**Why does $T_d$ symmetry cut my CH₄ integral list by about 6 and not by 24?**

My closed-shell SCF code uses the skeleton (petite-list) method: one shell quartet per symmetry orbit, weighted by the orbit size, then $G=\frac1g\sum_R D(R)^\dagger G^* D(R)$. The energies match the run without symmetry. The list should shrink from about $K^4/8$ to about $K^4/(8g)$, but for methane in cc-pVDZ it shrinks by about 6, with $g=24$. Is this a bug, or a hidden assumption?

---

**Answer**

It is a hidden assumption. The symmetrisation formula is exact for any orbit sizes. The count $K^4/(8g)$ assumes that nearly every orbit has the full size $g$, and that fails when the atoms sit on symmetry elements. All quantities below are pure numbers.

**Conventions.** There are $K$ real basis functions, grouped in shells, each one contracted radial function with its $d=2l+1$ real harmonics. An operation acts as $\hat R\chi_\mu=\sum_{\mu'}\chi_{\mu'}D_{\mu'\mu}(R)$ with real $D$, so $D^\dagger=D^T$, and it carries shell $I$ as a whole onto shell $RI$. The two-electron matrix is
$$G_{\mu\nu}[P]=\sum_{\lambda\sigma}P_{\lambda\sigma}\left[(\mu\nu|\lambda\sigma)-\tfrac12(\mu\lambda|\nu\sigma)\right].$$
A class $Q$ is a shell quartet $(IJ|KL)$ together with its images under the eight index permutations. $G^Q$ is what $G$ becomes if all integrals outside $Q$ are set to zero, so $G=\sum_Q G^Q$.

**The theorem (Dacre, Elder; Dupuis and King for shells)**

Since $1/r_{12}$ is invariant, each integral in $Q$ equals four factors of $D$ contracted with the integrals in $RQ$. Two factors attach to the free indices and two to the density:
$$G^Q[P]=D^T\,G^{RQ}[DPD^T]\,D .$$
For a totally symmetric density, $DPD^T=P$. The methane configuration $1a_1^2\,2a_1^2\,1t_2^6$ fills whole irreducible sets and gives such a density. Then $D(R)^TG^QD(R)=G^{R^{-1}Q}$. As $R$ runs over the group, each of the $\lambda_Q$ members of the orbit appears $g/\lambda_Q$ times, so
$$G=\frac1g\sum_R D(R)^T G^* D(R),\qquad G^*=\sum_{Q\in\text{reps}}\lambda_Q\,G^Q .$$
Nothing here needs $\lambda_Q=g$.

**Where the assumption enters**

It enters when the roughly $K^4/8$ integrals are divided by $g$, which sets $\lambda_Q=g$ for all classes. In fact $\lambda_Q=g/|\mathrm{Stab}(Q)|$, where the stabiliser holds every $R$ that maps $Q$ onto itself, index permutations allowed.

Take one s shell on each hydrogen. The 55 classes fall into 7 orbits, $(ii|ii)$, $(ii|ij)$, $(ii|jj)$, $(ij|ij)$, $(ii|jk)$, $(ij|ik)$, $(ij|kl)$, of sizes 4, 12, 6, 6, 12, 12, 3. None has size 24. Adding carbon shells does not create one in a minimal basis: a quartet touching at most two hydrogens is fixed by a mirror plane through them, and $(\mathrm{C}\,i|jk)$ is fixed by the mirror that swaps $j$ and $k$. All-carbon quartets have $\lambda=1$.

**Dropping it: the exact count**

Let $W$ be the number of integrals evaluated when each representative is computed as a full block of $w=d_Id_Jd_Kd_L$ integrals. Let $\Gamma$, of order $8g$, be the product of the point group and the index permutations, acting on ordered quartets $x$. The weight $w$ is constant on orbits and $|\mathrm{Stab}(x)|=|\Gamma|/|\text{orbit}|$, which gives Burnside's lemma with weights:
$$W=\sum_x\frac{w(x)}{|\text{orbit}(x)|}=\frac1{8g}\sum_{\gamma\in\Gamma}\ \sum_{x:\,\gamma x=x}w(x).$$
For $\gamma=(R,\pi)$, a cycle of $\pi$ of length $m$ is filled by shells $I,RI,\dots,R^{m-1}I$ with $R^mI=I$, and contributes
$$q_m(R)=\sum_{I:\,R^mI=I}d_I^{\,m}.$$
The eight permutations have cycle types $1^4$ (once), $1^2 2$ (twice), $2^2$ (three times) and $4$ (twice). Hence
$$W=\frac1{8g}\sum_R T(R),\qquad T=q_1^4+2q_1^2q_2+3q_2^2+2q_4 .$$
With $d=1$ and no point group this is the familiar $M(M+1)/2$, $M=K(K+1)/2$. Here $q_1(R)=K_R$ is the number of functions on atoms that $R$ leaves in place. The terms of fourth order in basis size give
$$W\simeq\frac{K^4}{8g}\,S,\qquad S=1+\sum_{R\ne E}\left(\frac{K_R}{K}\right)^4,\qquad g_{\rm eff}=\frac gS ,$$
with further terms of relative order $q_2/K^2\sim d/K$. The usual estimate keeps only $R=E$. The first correction comes from the operations that fix the most functions.

In $T_d$ the numbers of hydrogens fixed by $(R,R^2,R^4)$ are $(4,4,4)$ for $E$, $(1,1,1)$ for $8C_3$, $(0,4,4)$ for $3C_2$, $(0,0,4)$ for $6S_4$ and $(2,4,4)$ for $6\sigma_d$. With $a$ functions on the central atom and $b$ on each ligand, $K=a+4b$ and
$$S=1+6\left(\frac{a+2b}{K}\right)^4+8\left(\frac{a+b}{K}\right)^4+9\left(\frac aK\right)^4 .$$
The first correction is the mirror term. A second route confirms the sum. $T_d$ realises all 24 permutations of the ligands, so an ordered quartet with $n$ ligand indices is specified up to symmetry by which of them share an atom. The number of such patterns is the Bell number 1, 1, 2, 5, 15 for $n=0,\dots,4$, and the $n$ positions are chosen in $\binom4n$ ways. Therefore
$$g_{\rm eff}=\frac{(a+4b)^4}{a^4+4a^3b+12a^2b^2+20ab^3+15b^4}.$$
Comparing coefficients term by term shows $g_{\rm eff}\le 256/15=17.07$ for every basis, with equality only at $a=0$.

**Size for methane**

The contraction patterns are inputs: STO-3G C [2s1p], H [1s]; cc-pVDZ C and F [3s2p1d], H [2s1p]; cc-pVTZ C [4s3p2d1f], H [3s2p1d]. Every contracted s, p, d or f set counts as its own shell.

For cc-pVDZ, $a=14$, $b=5$, $K=34$, and
$$S=1+1.490+0.780+0.259=3.529,\qquad g_{\rm eff}=6.80 .$$
The mirror term alone exceeds the leading 1, and the other two together match it, so the sum cannot be cut after its first correction.

The $d/K$ terms are not small at this $K$ either. With $\sum d^2=46$, $\sum d^4=790$ on C and 11, 83 on H, the values of $T$ are 1570960 ($E$), 182968 ($C_3$), 100240 ($C_2$), 65040 ($S_4$) and 462000 ($\sigma_d$). Weighted by class size they sum to 6497664, so $W=6497664/192=33842$, against $T(E)/8=196370$ without the point group. The fourth-order estimate $K^4S/192=24559$ is exceeded by a factor 1.38. Without symmetry the corresponding factor is 1.18, so only part of it survives in the ratio.

The etch gas CF₄ has the same group and follows the same formulas.

| System, basis | $K$ | $K^4/192$ | $S$ | $24/S$ | $W$, no symmetry | $W$, $T_d$ | exact ratio |
|---|---|---|---|---|---|---|---|
| CH₄, STO-3G | 9 | 34 | 5.633 | 4.26 | 1230 | 402 | 3.06 |
| CH₄, cc-pVDZ | 34 | 6960 | 3.529 | 6.80 | 196370 | 33842 | 5.80 |
| CH₄, cc-pVTZ | 86 | 284900 | 2.923 | 8.21 | 7456926 | 989857 | 7.53 |
| CF₄, cc-pVDZ | 70 | 125052 | 1.997 | 12.02 | 3303825 | 305096 | 10.83 |

A saving near 6 is thus what a correct code produces: the exact ratio is 5.80, and the list is 4.86 times longer than $K^4/(8g)$. A code that skips duplicates inside blocks with repeated shells changes the $d/K$ terms but leaves $S$ untouched. These are integral counts. Timings also depend on contraction length and screening, which the count ignores.

**Does the correction die out for large $K$?**

Not if the basis grows on the same five atoms, because $K_R/K$ stays finite. In cc-pV$X$Z with cardinal number $X$, the patterns give $a=(X+1)(X+2)(2X+3)/6$ and $b=X(X+1)(2X+1)/6$. So $b/a\to1$ and $g_{\rm eff}\to12.02$, about half of $g$. It does die out when atoms are added in general positions. In a compact cluster of $N$ atoms a mirror plane holds a fraction of order $N^{-1/3}$, so the first correction falls as $N^{-4/3}$, faster than the $1/K$ terms. That is the regime in which $K^4/(8g)$ is a fair estimate.

**Where the missing factor goes**

The petite list uses only the permutation of shells. When $Q$ has a non-trivial stabiliser, many integrals inside its block vanish or repeat, yet the whole block is computed. The number of independent components of an invariant four-index array is $\frac1g\sum_R\chi(R)^4$, with $\chi(R)=\operatorname{tr}D(R)$ in place of $K_R$. A shell on an unmoved atom contributes 1 to $\chi(\sigma_d)$ for any $l$. For s, p, d it contributes $1,0,-1$ under $C_3$, then $1,-1,1$ under $C_2$, and $1,-1,-1$ under $S_4$. For CH₄ in cc-pVDZ, $\chi=34,4,2,0,12$ for $E,C_3,C_2,S_4,\sigma_d$, so
$$S_\chi=1+\frac{6\cdot12^4+8\cdot4^4+3\cdot2^4}{34^4}=1.095,\qquad \frac{24}{S_\chi}=21.9 .$$
At fourth order the independent information does shrink by nearly $g$. The gap between 21.9 and 6.80 is redundancy inside the blocks, reachable only by using each quartet's stabiliser or a symmetry-adapted basis.